Gas-phase doublet radicals in which the atom marked * in the frame (SMILES) varies, computed with Ansatz 0.2.0: unrestricted MP2, CCSD and CCSD(T) in def2-SVP with the default frozen cores, at PBE0-D4/def2-TZVP geometries. PBE gaps are from unrestricted PBE-D4/def2-TZVPP, with HOMO and LUMO taken over both spins. Te carries a def2 core potential.

```csv
formula,frame,*,Z,electronegativity,<S^2> at PBE0,mean bond of the marked atom (Å),correlated electrons,MP2 correlation (eV),same-spin share of MP2,CCSD less MP2 (eV),(T) (eV),(T) over CCSD correlation (%),T1 diagnostic,PBE gap (eV)
BH2O2S,*B(O)O,S,16,2.580,0.755,1.820,23,-15.01,0.266,-0.79,-0.378,2.39,0.0135,0.64
BH2O2Se,*B(O)O,Se,34,2.550,0.754,1.966,33,-17.93,0.286,-0.47,-0.444,2.41,0.0115,0.44
BH2O2Te,*B(O)O,Te,52,2.100,0.754,2.184,33,-14.87,0.274,-0.64,-0.391,2.52,0.0118,0.31
CH4GaO,H*[Ga][CH3],O,8,3.440,0.754,1.383,27,-14.50,0.278,-0.35,-0.432,2.91,0.0153,1.25
CH4GaS,H*[Ga][CH3],S,16,2.580,0.753,1.793,27,-12.84,0.273,-0.70,-0.442,3.26,0.0133,1.17
CH4GaSe,H*[Ga][CH3],Se,34,2.550,0.753,1.917,37,-15.72,0.295,-0.41,-0.502,3.11,0.0120,1.08
```

**What happens**

The marked atom X (the * of the table) is a chalcogen in two doublet radicals, (HO)₂B–X and CH₃–Ga–XH. The UHF references of the correlated runs have ⟨S²⟩ below 0.76 against the pure 0.75, so spin contamination plays no part in what follows. The MP2 correlation energy deepens by about 2.9 eV from S to Se in both frames, while the Pauling electronegativity moves by 0.03. It comes back to about the S value at Te and weakens from O to S. Much of this pattern can be traced, by the argument below, to which shells are correlated and probably to how much room def2-SVP gives them.

**Why S to Se is a jump**

The default frozen core of Se is the argon core, so the filled 3d shell is correlated and the count N of correlated electrons rises by ten. MP2 is a sum over electron pairs, and a pair energy is large only when both electrons share a region of space. A compact d shell on X should then add a term that hardly depends on the rest of the molecule: E(Se) = E(S) + Δ, with Δ the same in both frames. The table bears this out, with Δ = −2.92 eV in the boron frame and −2.88 eV in the gallium frame. Scaling the S energy with N instead overshoots the two Se values by 3.6 and 1.9 eV.

That Δ is mostly 3d correlation is an inference, since Δ also holds the change from 3s3p to 4s4p valence and no frozen-3d run tests the split. The spin make-up supports it. The same-spin share is the fraction of MP2 from pairs of parallel spin: a two-electron bond has no such pair, while a d¹⁰ shell has 20 among its 45 pairs. Parallel electrons already avoid each other through antisymmetry, so a d shell should fall somewhat under that fraction of 0.44. The share of Δ is 0.39 in both frames, higher than that of any whole molecule in the table. It is not the share of the d shell alone. Δ also holds the pairs between d and valence electrons, about half of them parallel, and any loss of valence correlation, which is mainly opposite-spin, and both push the share up. If the valence part weakens from S to Se as it does from O to S, the d term is somewhat larger than Δ.

The column CCSD less MP2 is negative in every row, so MP2 recovers less than CCSD for each molecule, 95 to 98 % of it. On the increment the order reverses, and MP2 gives 11 to 12 % more than CCSD. The standard reading is that MP2 sums pairs independently, and in a crowded shell the coupling between pairs, which CCSD includes, cuts the sum back. The closer agreement of MP2 and CCSD in the Se rows is therefore a cancellation between an undershoot and an overshoot.

**How the ratios follow**

A share is a weighted mean of the old part and the increment, and this accounts for the irregular look of (T) over CCSD correlation, the perturbative triples energy as a percentage of the CCSD correlation energy (MP2 plus CCSD less MP2). The increment carries about 2.3 to 2.5 % triples. That dilutes CH4GaS, which starts at 3.26 %, and leaves BH2O2S, which starts at 2.39 %, almost where it was.

The model has no fitted constant: the S→Se increments of one frame are added to the S row of the other, and the output below lists every case. For CH4GaSe, which supplies nothing to its own estimate, the boron frame gives Δ(T) = −0.444 + 0.378 = −0.066 eV and ΔCCSD = −18.40 + 15.80 = −2.60 eV. Then

(T) share = (0.442 + 0.066) / (13.54 + 2.60) = 0.508 / 16.14 = 3.15 %, against 3.11 % in the table.

The transfer misses MP2 by 0.04 eV, twice what rounding allows, and (T) by 0.006 eV, about a tenth of the triples increment. Run the other way it predicts a slight fall of the triples share for BH2O2Se where the table shows a slight rise, so the sign of that small move is beyond the model. The two directions are one comparison seen from both sides, and one pair of frames is all the evidence. CH4GaSe also has its Se–H bond trans to the methyl group where the O and S rows have X–H cis; whether this feeds the misfit is untested.

The T1 diagnostic, in its usual definition, is the norm of the CCSD singles amplitudes divided by √N. Ten added electrons with small amplitudes lower it by dilution alone: 0.0135 for BH2O2S scales to 0.0113 at the electron count of Se, and the table has 0.0115. CH4GaSe likewise lies above its diluted estimate. The product T1·√N and the largest single amplitude both rise from S to Se in both frames, and again to Te, so the lower T1 of the Se and Te rows against S does not mean weaker orbital relaxation.

**The rows the increment does not cover**

Te correlates as many electrons as Se, now with 4d outside a core potential, yet MP2 weakens by 3.06 eV. Measured from S, ten more electrons leave the total 0.14 eV shallower, made, in the unrounded energies of the runs, of a same-spin part 0.09 eV deeper and an opposite-spin part 0.23 eV shallower. This fits a small d-shell term laid over a loss of valence correlation in the more diffuse 5s5p shell.

The basis is the likely reason the d term is small. The runs have 32 functions on Se and 26 on Te, which matches the usual contractions as recalled: three d sets on Se and two on Te, with no f set. After the filled shell takes one, Te has a single empty d set, shaped for valence polarisation, whereas correlating d electrons needs tight empty d and f functions. Se keeps two empty d sets, and one of them comes from splitting the 3d function and so lies in the region of the shell. The size of Δ is therefore set by the basis too, and is only part of the full 3d correlation. These runs do not separate basis from core potential, and the fall is no evidence that a 4d shell correlates less than a 3d shell when both have room.

O to S in the gallium frame is the one step with no filled d shell on X at either end. MP2 weakens by 1.66 eV, as theory suggests for valence pairs spread over a larger shell, though a basis this small need not recover the same fraction on both atoms. CCSD less MP2 doubles in size, in line with the known slower convergence of the perturbation series when the valence shell is less crowded and its excitations lie lower. (T) itself changes by only 0.010 eV, so the rise of its share from 2.91 to 3.26 % comes mainly from the smaller denominator.

The PBE gap (PBE-D4/def2-TZVPP) is no guide to the triples share here. The gallium frame has both the larger gaps and the larger shares, but inside the boron frame the share rises as the gap closes, and inside the gallium frame the row with the largest gap, CH4GaO, has the smallest share. The gap runs over both spins and is not one quantity. In CH4GaS the 1.17 eV separates an α HOMO from a β LUMO, a spin flip that correlation amplitudes do not use, and the spin-conserving gaps are 2.61 and 2.76 eV. In BH2O2S and BH2O2Se both levels are β, presumably the filled and the half-filled chalcogen p orbital. Spin-orbit coupling is absent from these runs and would mix such close levels for Te.

**What to do**

The same molecules run with the d shells of Ga, Se and Te frozen would keep N fixed within each frame, and by the argument above the S→Se jump and the T1 dip should largely vanish, leaving a valence drift. That series is the one to read for chemistry. Ga 3d needs care, because it lies among the valence s levels: in the PBE runs it is near −20 eV in CH4GaS, above the O 2s levels near −26 eV in BH2O2S, so in CH4GaO a freeze by orbital count may take O 2s in place of a d orbital. Correlating outer-core shells without core-valence functions, as every row except BH2O2S does, moves the CCSD(T) limit by up to about 4 kJ/mol a bond and finite-basis values by more. Compare correlation energies, shares and T1 along a group only at the same correlated shells, quote T1 together with N, and either freeze the d shell or give it a core-valence basis with f functions.

The analysis program printed:

```
row | d electrons | MP2 per e (eV) | CCSD (eV) | MP2/CCSD | T1*sqrt(N) | largest single | functions all, on X, empty
BH2O2S     0  -0.653  -15.80  0.950  0.0647  0.0439   70  18  50
BH2O2Se   10  -0.543  -18.40  0.974  0.0661  0.0448   84  32  55
BH2O2Te   10  -0.451  -15.51  0.959  0.0678  0.0457   78  26  54
CH4GaO    10  -0.537  -14.85  0.976  0.0795  0.0517   80  14  55
CH4GaS    10  -0.476  -13.54  0.948  0.0691  0.0354   84  18  55
CH4GaSe   20  -0.425  -16.13  0.975  0.0730  0.0394   98  32  60
step | dN | dEN | changes in eV: MP2, same-spin, opposite-spin, CCSD-MP2, CCSD, (T)
BH2O2S->BH2O2Se: +10 -0.03 | -2.92 -1.14 -1.78 +0.32 -2.60 -0.066
CH4GaS->CH4GaSe: +10 -0.03 | -2.88 -1.13 -1.75 +0.29 -2.59 -0.060
BH2O2Se->BH2O2Te: +0 -0.45 | +3.06 +1.05 +2.01 -0.17 +2.89 +0.053
BH2O2S->BH2O2Te: +10 -0.48 | +0.14 -0.08 +0.22 +0.15 +0.29 -0.013
CH4GaO->CH4GaS: +0 -0.86 | +1.66 +0.53 +1.13 -0.35 +1.31 -0.010
rounding limit of one step: MP2 0.01, CCSD 0.02, spin parts 0.02, (T) 0.001 eV; twice that between frames
same-spin pair fraction by counting: lone bond pair 0, d10 shell 20/45 = 0.444
increment BH2O2S->BH2O2Se: MP2 per added e -0.292 eV, same-spin share 0.389 (S row 0.266),
   MP2/CCSD 1.123, (T)/CCSD 2.54 % (S row 2.39 %, Se row 2.41 %)
increment CH4GaS->CH4GaSe: MP2 per added e -0.288 eV, same-spin share 0.393 (S row 0.273),
   MP2/CCSD 1.112, (T)/CCSD 2.32 % (S row 3.26 %, Se row 3.11 %)
Se row from its S row plus the other frame's increment: model / table / difference
  BH2O2Se MP2 eV: -17.89 / -17.93 / +0.04
  BH2O2Se CCSD-MP2 eV: -0.50 / -0.47 / -0.03
  BH2O2Se (T) eV: -0.438 / -0.444 / +0.006
  BH2O2Se same-spin share: 0.286 / 0.286 / +0.000
  BH2O2Se (T) share %: 2.38 / 2.41 / -0.03
  CH4GaSe MP2 eV: -15.76 / -15.72 / -0.04
  CH4GaSe CCSD-MP2 eV: -0.38 / -0.41 / +0.03
  CH4GaSe (T) eV: -0.508 / -0.502 / -0.006
  CH4GaSe same-spin share: 0.294 / 0.295 / -0.001
  CH4GaSe (T) share %: 3.15 / 3.11 / +0.04
MP2 proportional to correlated electrons (eV), and T1 from dilution alone: model / table
  BH2O2Se from BH2O2S: MP2 -21.54 / -17.93 (off -3.61); T1 0.0113 / 0.0115
  CH4GaSe from CH4GaS: MP2 -17.60 / -15.72 (off -1.88); T1 0.0114 / 0.0120
  BH2O2Te from BH2O2Se: MP2 -17.93 / -14.87 (off -3.06); T1 0.0115 / 0.0118
  BH2O2Te from BH2O2S: MP2 -21.54 / -14.87 (off -6.67); T1 0.0113 / 0.0118
  CH4GaS from CH4GaO: MP2 -14.50 / -12.84 (off -1.66); T1 0.0153 / 0.0133
(T) share vs PBE gap, r: all +0.86, B frame -0.88, Ga frame -0.54 (3 rows each)
CH4GaS gaps (eV): alpha to beta 1.17, alpha-alpha 2.61, beta-beta 2.76
CH4GaO: Ga-X 1.80 A, C-Ga-X 118 deg, C-Ga-X-H 0 deg
CH4GaS: Ga-X 2.24 A, C-Ga-X 118 deg, C-Ga-X-H 0 deg
CH4GaSe: Ga-X 2.37 A, C-Ga-X 116 deg, C-Ga-X-H 180 deg
```
